**Question: which nuclear charge belongs in the QED shift of a 3s core level?**

I have Dirac-Hartree-Fock results for the 3s level of singly charged ions from Zn⁺ to Nb⁺, with first-order QED shifts.

Spherical singly charged ions, computed with B-spline radial code 1 at the basis limit: Dirac-Coulomb Hartree-Fock averaged over the nl configuration, with a Fermi nucleus. The self-energy and vacuum polarisation (Uehling plus Wichmann-Kroll) are first-order shifts of the 3s1/2 eigenvalue ε; positive means less bound.

```tsv
species	Z	electrons	configuration	ε(3s1/2) (eV)	self-energy (eV)	vacuum polarisation (eV)	self-energy / vac. pol.	QED / |ε| (ppm)
Zn+	30	29	[Ar] 3d10 4s1	-167.158	0.105	-0.0088	-11.9	576
Ga+	31	30	[Ar] 3d10 4s2	-187.348	0.121	-0.0104	-11.7	593
Ge+	32	31	[Ar] 3d10 4s2 4p1	-210.719	0.140	-0.0121	-11.5	605
As+	33	32	[Ar] 3d10 4s2 4p2	-235.443	0.160	-0.0141	-11.3	619
Se+	34	33	[Ar] 3d10 4s2 4p3	-261.480	0.182	-0.0164	-11.1	635
Br+	35	34	[Ar] 3d10 4s2 4p4	-288.808	0.207	-0.0190	-10.9	652
Kr+	36	35	[Ar] 3d10 4s2 4p5	-317.418	0.235	-0.0219	-10.7	670
Rb+	37	36	[Ar] 3d10 4s2 4p6	-347.306	0.265	-0.0251	-10.5	690
Sr+	38	37	[Kr] 5s1	-385.929	0.298	-0.0287	-10.4	697
Zr+	40	39	[Kr] 4d2 5s1	-460.934	0.372	-0.0371	-10.0	727
Nb+	41	40	[Kr] 4d4	-496.346	0.414	-0.0420	-9.87	750
```

For a hydrogen-like ion the shift goes as $Z^4/n^3$ and the level as $Z^2/n^2$. A 3s electron in these ions is heavily screened, so I took $Z_\text{eff}$ from ε and put it into the $Z^4$. The last column should then follow $Z_\text{eff}^2$, that is $|ε|$. But $|ε|$ triples while the last column only goes from 576 to 750 ppm, and unevenly, with just 7 ppm from Rb⁺ to Sr⁺. Should it be the bare $Z$, since QED acts at the nucleus, or something else?

**Answer**

Neither. The numbers exclude both pure choices and favour a mixed one: two powers of the bare charge times the spacing of the s levels.

In the table $Z$ is the nuclear charge and ε(3s1/2) the Dirac-Coulomb eigenvalue. The self-energy and the vacuum polarisation are shifts of that eigenvalue, positive meaning less bound, and QED/|ε|, the share, is their sum over $|ε|$. The signs are standard physics. Emission and reabsorption of virtual photons smear the electron's position, so it feels less of the Coulomb singularity and the level rises. Virtual pairs screen the nucleus at long range, so within a Compton wavelength the electron sees more charge and the level falls. Both act as short-range potentials proportional to $Z$, and the shift is proportional to $Z\rho(0)$, with $\rho(0)$ the orbital's density at the nucleus. With the hydrogenic $\rho(0)=Z^3/\pi n^3$ in atomic units,

$$\Delta E=\frac{\alpha^3}{\pi}\,\frac{Z^4}{n^3}\,F\ \text{hartree},\qquad \frac{\alpha^3}{\pi}\ \text{hartree}=3.366\times10^{-6}\ \text{eV},$$

where $\alpha$ is the fine-structure constant, $n=3$ and $F$ a slowly varying function of $Z\alpha$. The vacuum polarisation is the cleaner probe of $\rho(0)$, because its $F$ hardly moves: the 1s shifts of the same Ge⁺, Br⁺ and Sr⁺ calculations give $|F_\text{VP}|$ between 0.229 and 0.231.

**Screened charge everywhere.** With $Z_\text{eff}=n\sqrt{2|ε|}$, from 10.5 in Zn⁺ to 18.1 in Nb⁺, the formula yields only 4 to 7 % of the tabulated vacuum polarisation. It is also too steep: a power law in $Z$ has exponent 7.04 against 5.01 in the table. The eigenvalue counts every electron that raises the potential at the 3s radius. The shift is earned on the short inner stretch of the orbit, inside even the K shell, where the field is that of the bare nucleus.

**Bare charge everywhere.** This is too large by a factor of 2.62 in Zn⁺ and 1.95 in Nb⁺, and too shallow, with exponent 4.05. The radiative potential is that of the bare nucleus by construction, so its one power of $Z$ is put in and not tested here. But $\rho(0)$ also depends on how the orbital is normalised, which is decided out at the 3s maximum, where the K and L shells screen.

**Bare potential, screened normalisation.** The semiclassical Fermi-Segrè argument separates the two. Near the nucleus an s orbital has the shape of a Coulomb function of the bare charge. Its amplitude is set by how often the electron returns, and that frequency is the level spacing $dε/dn$. Hence $\rho(0)=(Z/\pi)\,dε/dn$, which returns $Z^3/\pi n^3$ for hydrogen, and

$$\Delta E=\frac{\alpha^3}{\pi}\,Z^2F\,\frac{dε}{dn},\qquad \frac{dε}{dn}=\frac{p\,|ε|}{n},$$

with $p=-d\ln|ε|/d\ln n$, equal to 2 for hydrogen.

Take Sr⁺, using other orbitals of the same calculation and fitting nothing to 3s. The 1s vacuum polarisation is −1.622 eV and $3.366\times10^{-6}\times38^4=7.018$ eV, so $|F_\text{VP}|=0.2311$. The 2s and 4s levels lie at −83.37 and −2.169 hartree, so $p=\ln(83.37/2.169)/\ln 2=5.26$. With $|ε|=14.18$ hartree, $dε/dn=5.26\times14.18/3=24.9$ hartree. Then $|\Delta E|=3.366\times10^{-6}\times38^2\times0.2311\times24.9=0.0280$ eV, which is 2.6 % below the computed 0.0287 eV. That is the worst of the three rows; Ge⁺ and Br⁺ come within 1 % of their computed values. Agreement this close is partly luck, because it depends on how the slope is taken. If the curve of $\ln|ε|$ against $\ln n$ is a parabola through 2s, 3s and 4s, $p$ is larger and the three rows come out 4 to 8 % too high. The argument also assumes a local potential, and the 1s value of $F$ contains a little screening of its own. The test is therefore good to about 10 %. None of this approaches the factors by which the other two pictures miss.

For all eleven rows the spacing was written as $(Z-\sigma)^2/n^3$, with $F_\text{VP}$ linear in $Z$ through those three ions, and the one constant σ was fitted to the vacuum polarisation; the printed output after this answer has the rows. It gives σ = 11.65, exponent 5.05 and a worst error of −2.0 % of the table value at Zn⁺. The errors form an arch that exceeds the rounding of the table at several rows, so a constant σ is an approximation. The value of σ trades against $F_\text{VP}$ and is not an electron count. What matters is that σ solved row by row stays between 11.5 and 11.8, while the screening implied by ε climbs from 19.5 to 22.9.

The physical reading, which is argued and which these numbers fit, is that every ion here has full K, L and M shells and the added electrons go outside 3s. Charge outside an orbital contributes a nearly constant potential within it. A constant moves ε but leaves the orbital's shape and $\rho(0)$ alone. It also follows why the exponent exceeds 4: the logarithmic slope of $Z^2(Z-\sigma)^2$ is $2+2Z/(Z-\sigma)$, which at $Z=35$ is $2+70/23.35=5.0$. Fixed screening steepens the growth, because each added proton is a larger fraction of $Z-\sigma$ than of $Z$.

**Why the share rises so little.** Dividing by $|ε|$, with $R$ the magnitude of the column self-energy / vac. pol.,

$$\text{share}=\frac{\alpha^3}{\pi}\,Z^2\,|F_\text{VP}|\,(R-1)\,\frac{p}{n}.$$

From Zn⁺ to Nb⁺ the four factors change by 1.868, 1.016, 0.814 and 0.847. Their product, 1.31, matches the table's 1.302 within the rounding of the Zn⁺ vacuum polarisation. Here $p$ is solved from the table, so this is a rewriting that shows where the growth goes, not a test. Your picture would give about $2.97\times0.814\approx2.4$. The implied $p$ falls from 6.21 to 5.26, though its last step is within the rounding. Since $p=2(Z-\sigma)^2/Z_\text{eff}^2$, it is large because outer screening shrinks $|ε|$ without shrinking the spacing, and it declines as the nucleus gains on that screening.

The other brake is $R$, which falls from 11.9 to 9.87. The electron shells are not the cause in this calculation: in Sr⁺ the ratio is −10.37 for 3s and −10.36 for both 4s and 5s, and 3s and 4s also agree in Ge⁺ and Br⁺. The density cancels and leaves the ratio of the two $F$ functions. Theory gives the self-energy a leading term $\tfrac43\ln(Z\alpha)^{-2}$, which shrinks as $Z$ grows, whereas the leading vacuum-polarisation coefficient $-4/15$ has no logarithm. The logarithm alone would lower $R$ by 3.12 where the table shows 2.03, so higher orders in $Z\alpha$ offset part of it. This $Z$ dependence is built into the bare-nucleus radiative potential, so the table doesn't test it. The 3s self-energy is good to about 10 to 30 %, and the absolute $R$ and share are no better; the smooth trend belongs to the one model that all rows use.

**The uneven steps.** The numbers place these in the denominator. The net shift stays within 0.11 % of a smooth curve in $Z$, about its rounding, while $|ε|$ strays by up to 0.85 %. From Rb⁺ to Sr⁺ $|ε|$ gains 38.6 eV against 29.9 eV in the step before. The new electron enters the diffuse 5s instead of 4p, and an outer electron raises a core level by roughly its $\langle 1/r\rangle$. The 4p–5s difference is 9.4 eV with the 4p of Br⁺ and 14.3 eV with that of Sr⁺, the same order as the 8.7 eV excess; relaxation and exchange are ignored, so only the order counts. The 23 ppm step at Nb⁺ coincides with the change from 4d² 5s¹ to 4d⁴, where $|ε|$ gains only 35.4 eV. Stronger screening by the more compact 4d is the natural cause, though untested here, and both rows are configuration averages. The 17 ppm step to Ga⁺, followed by 12, fits 4s screening more than 4p. In Ge⁺ their $\langle 1/r\rangle$ differ by about 3.5 eV, the same order as the 3.2 eV by which the gain in $|ε|$ rises from one step to the next. But 4s closes at Ga⁺, and the program's convention for closed s orbitals may also shift ε, so this reading is likely and not proven.

**Neighbouring series.** By the same reasoning, stripping outer electrons at fixed $Z$ should leave the shifts almost unchanged, deepen ε and lower the share. Along a sodium-like sequence towards high charge, $p$ should approach 2 and the bare formula become adequate. Across the 3d row the added electrons share the radius of 3s, so σ should rise with $Z$ and the shifts grow more slowly than a fixed σ implies. Levels with little density at the nucleus lie outside the argument: in Ge⁺ the 3p1/2 self-energy is −0.0006 eV against 0.140 eV for 3s.

Before setting any of this against a spectrum, note that ε lacks core-hole relaxation and correlation, and that in Ge⁺, Br⁺ and Sr⁺ the zero-frequency Breit shift of 3s, which is not included in the table, is 1.7 to 1.8 times the self-energy.

The analysis program printed:

```
prefactor alpha^3/pi hartree = 3.3659e-06 eV
C without fit: ion, |F_VP| from 1s, slope p from 2s and 4s, |VP| model, run (eV), error
  Ge+ 0.2291 5.97 0.01216 0.01213 +0.3 %
  Br+ 0.2299 5.61 0.01883 0.01900 -0.9 %
  Sr+ 0.2311 5.26 0.02796 0.02871 -2.6 %
Z exponent of VP, Ge+ to Sr+: model 4.84, run 5.01
C fitted: sigma = 11.65; worst row Zn+ -2.0 %
ion  Zeff  A/table B/table  C error %  rounding %  sigma(VP) sigma(eps)
Zn+  10.5   0.040    2.62      -2.0       0.57      11.47     19.48
Ga+  11.1   0.042    2.53      -1.4       0.48      11.52     19.87
Ge+  11.8   0.046    2.47      +0.0       0.41      11.66     20.19
As+  12.5   0.049    2.40      +0.6       0.35      11.72     20.52
Se+  13.2   0.052    2.33      +0.8       0.30      11.74     20.85
Br+  13.8   0.055    2.26      +0.8       0.26      11.74     21.18
Kr+  14.5   0.058    2.20      +0.8       0.23      11.74     21.51
Rb+  15.2   0.060    2.15      +0.8       0.20      11.75     21.84
Sr+  16.0   0.065    2.09      +0.6       0.17      11.73     22.02
Zr+  17.5   0.072    1.99      +0.1       0.13      11.67     22.54
Nb+  18.1   0.074    1.95      -0.3       0.12      11.61     22.88
Z exponents, table: |eps| 3.50, SE 4.40, VP 5.01, net 4.33, share 0.84
Z exponents of VP, models: A 7.04, B 4.05, C 5.05
Zn+ to Nb+ growth: share x1.302, |eps| x2.97, net QED x3.87
  factors: Z^2 x1.868, F_VP x1.016, |SE/VP|-1 x0.814, p x0.847; without p x1.54
ion  step/Z: share ppm, |eps| eV; implied p; off smooth curve %: |eps|, net QED
Zn+      -      -   6.21   +0.03   +0.05
Ga+  +17.0  +20.2   6.13   -0.32   +0.03
Ge+  +12.0  +23.4   5.94   +0.13   -0.06
As+  +14.0  +24.7   5.81   +0.31   -0.08
Se+  +16.0  +26.0   5.73   +0.28   -0.01
Br+  +17.0  +27.3   5.66   +0.05   -0.00
Kr+  +18.0  +28.6   5.60   -0.34   -0.03
Rb+  +20.0  +29.9   5.55   -0.85   +0.07
Sr+   +7.0  +38.6   5.41   +0.47   +0.11
Zr+  +15.0  +37.5   5.27   +0.63   +0.01
Nb+  +23.0  +35.4   5.26   -0.39   -0.08
rounding of net QED from the share: up to 0.09 %
SE/VP 3s, 4s: Ge+ -11.50, -11.50; Br+ -10.91, -10.91; Sr+ -10.37, -10.36; Sr+ 5s -10.36
fall of |SE/VP|: table 2.03 (17 %); leading log alone 3.12 (F_VP 4/15), 3.62 (F_VP 0.230)
|eps| step Rb+ to Sr+ exceeds Kr+ to Rb+ by 8.7 eV
<1/r> 4p3/2 minus 5s: 9.4 eV (Br+ 4p), 14.3 eV (Sr+ 4p)
Breit shift / SE of 3s: Ge+ 1.82, Br+ 1.78, Sr+ 1.74
```
